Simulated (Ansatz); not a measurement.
TiN: the change of energy less free atoms and pressure with volume per atom

All results are calculated (Ansatz 0.2.0). Periodic Kohn-Sham DFT of a crystal at fixed atoms; pressure and stress are positive in compression; the energy is the free energy less that of spherical unpolarised free atoms; site moments are those in the method's own spheres, positive along +z.

Cell of the first row (space group Fm-3m, No. 225):
```
CELL_PARAMETERS angstrom
0.00000 2.08050 2.08050
2.08050 0.00000 2.08050
2.08050 2.08050 0.00000
ATOMIC_POSITIONS crystal
Ti 0.00000 0.00000 0.00000
N 0.50000 0.50000 0.50000
```

Settings of every row: method all-electron LAPW; functional PBE; relativity scalar; k mesh 16x16x16; filling fermi-dirac; smearing width 0.03 eV; basis error target 0.5 meV/atom; nucleus gaussian.

Atom start moment: 0 on all atoms.

```csv
row,volume per atom (Å³),energy less free atoms (eV/atom),pressure (GPa)
1,9.005,-9.2394,19.377
2,9.287,-9.2642,9.013
3,9.575,-9.272,0.001
4,9.862,-9.265,-7.697
5,10.149,?,?
```

Question: what energy less free atoms and pressure should row 5 give?

Worked fit of energy less free atoms. Take u = (V_r/V)^(2/3) − 1 with V_r = 9.431 Å³ an atom, which is twice the finite (Eulerian) strain; such expansions in the strain, on which the Birch-Murnaghan equation of state is built, carry the rest volume and the bulk modulus. The shown rows have u = 0.03129, 0.01031, -0.01005, -0.02935. Least squares give energy less free atoms = −9.27013 + 0.3844 × u + 19.079 × u² eV/atom; a straight line predicts inner rows, each left out in turn, worse (root mean square 0.011 against 0.00014 eV/atom). The rows lie off it by 0.0000, -0.0001, 0.0001, 0.0000. Its lowest point lies at u = -0.0101, or V = 9.575 Å³ an atom, and the curvature there gives the bulk modulus at fixed shape and fractions, B = (4/9)(1 + u)² E″(u)/V = 278 GPa. The withheld row has u = -0.04774, so the fit gives −9.27013 + 0.3844 × (-0.04774) + 19.079 × (-0.04774)² = -9.2450 eV/atom.

The calculation gave -9.2451 eV/atom. The fit lies 0.0001 eV/atom (0.31 % of the column's range) above it, one unit of the last digit. This row lies beyond the range of the fit.

Worked fit of pressure. Take u = (V_r/V)^(2/3) − 1 with V_r = 9.431 Å³ an atom, which is twice the finite (Eulerian) strain; such expansions in the strain, on which the Birch-Murnaghan equation of state is built, carry the rest volume and the bulk modulus. The shown rows have u = 0.03129, 0.01031, -0.01005, -0.02935. Least squares give pressure = 4.327 + 444 × u + 1176.54 × u² GPa; a straight line predicts inner rows, each left out in turn, worse (root mean square 0.69 against 0.038 GPa). The rows lie off it by 0.005, -0.017, 0.017, -0.006 (root mean square 0.013 GPa). The pressure vanishes at u = -0.0100, or V = 9.574 Å³ an atom, and there the bulk modulus at fixed shape and fractions is B = −V dP/dV = (2/3)(1 + u) dP/du = 277 GPa. The withheld row has u = -0.04774, so the fit gives 4.327 + 444 × (-0.04774) + 1176.54 × (-0.04774)² = -14.188 GPa.

The calculation gave -14.269 GPa. The fit lies 0.081 GPa (0.24 % of the column's range) above it; its largest miss of a shown row is 0.017 GPa. This row lies beyond the range of the fit.
